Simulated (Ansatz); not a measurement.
A series in volume scale on As

All results are calculated (Ansatz 0.2.0). Plane-wave DFT, scalar-relativistic PAW made under PBE with cores redone for the functional, no dispersion; the given relaxed cell is scaled uniformly, energy at zero smearing counts from the unscaled cell, pressure at the given Fermi-Dirac smearing is positive in compression.

The cell before it is scaled or strained (space group Cmce, No. 64):
```
cell vectors (Å)
   1.8694    -8.9499     0.0000
   1.8694     8.9499     0.0000
   0.0000     0.0000     5.1271
atoms (fractions of the cell vectors)
As  0.06707  0.93293  0.91699
As  0.56707  0.43293  0.58301
As  0.93293  0.06707  0.08301
As  0.43293  0.56707  0.41699
```

Settings of every row: spin polarised no; functional BLYP; wave cutoff 420 eV; smearing width 0.1 eV; k mesh 10x10x7.

Atom starting moment: 0 on all atoms.

Limits: a layered crystal: even scaling strains the bonds within the layers, so this curve is stiffer than the crystal under pressure; bonds stretch with the cell, so the curve is stiffer than the relaxed crystal; no dispersion: the cell expands far past the measured one; the cell comes from a prototype or a list of computed structures and needn't be the stable phase.

```csv
row,volume scale,V (Å³/atom),energy change per atom (meV),pressure (GPa)
1,0.88,37.744,69.64,4.84
2,0.92,39.459,28.67,2.88
3,0.96,41.175,?,?
4,1.04,44.606,5.76,-1.04
5,1.08,46.322,21.62,-1.89
6,1.12,48.037,45.68,-2.58
```

Question: what energy change per atom and pressure should row 3 give?

Worked fit of energy change per atom. Take u = (V_r/V)^(2/3) − 1 with V_r = 44.606 Å³ an atom, which is twice the finite (Eulerian) strain; such expansions in the strain, on which the Birch-Murnaghan equation of state is built, carry the rest volume and the bulk modulus. The shown rows have u = 0.1178, 0.08517, 0, -0.02485, -0.0482. Least squares give energy change per atom = 5.673 − 432.981 × u + 8277.84 × u² meV; a straight line predicts inner rows, each left out in turn, worse (root mean square 23 against 0.24 meV). The rows lie off it by 0.10, -0.17, 0.09, 0.08, -0.09 (root mean square 0.11 meV). Its lowest point lies at u = 0.0262, or V = 42.91 Å³ an atom, and the curvature there gives the bulk modulus at fixed shape and fractions, B = (4/9)(1 + u)² E″(u)/V = 28.9 GPa. Letting shape and atoms relax would as a rule lower it, by much in layered, chain or molecular crystals. The withheld row has u = 0.05481, so the fit gives 5.673 − 432.981 × (0.05481) + 8277.84 × (0.05481)² = 6.81 meV.

The calculation gave 6.67 meV. The fit lies 0.14 meV (2.1 % of the value, 0.22 % of the column's range) above it; its largest miss of a shown row is 0.17 meV.

Worked fit of pressure. Take u = (V_r/V)^(2/3) − 1 with V_r = 44.606 Å³ an atom, which is twice the finite (Eulerian) strain; such expansions in the strain, on which the Birch-Murnaghan equation of state is built, carry the rest volume and the bulk modulus. The shown rows have u = 0.1178, 0.08517, 0, -0.02485, -0.0482. Least squares give pressure = −1.048 + 36.917 × u + 110.23 × u² GPa; a straight line predicts inner rows, each left out in turn, worse (root mean square 0.31 against 0.022 GPa). The rows lie off it by 0.01, -0.02, 0.01, 0.01, -0.01. The pressure vanishes at u = 0.0263, or V = 42.9 Å³ an atom, and there the bulk modulus at fixed shape and fractions is B = −V dP/dV = (2/3)(1 + u) dP/du = 29.2 GPa. Letting shape and atoms relax would as a rule lower it, by much in layered, chain or molecular crystals. The withheld row has u = 0.05481, so the fit gives −1.048 + 36.917 × (0.05481) + 110.23 × (0.05481)² = 1.31 GPa.

The calculation gave 1.29 GPa. The fit lies 0.02 GPa (0.27 % of the column's range) above it; its largest miss of a shown row is 0.02 GPa.
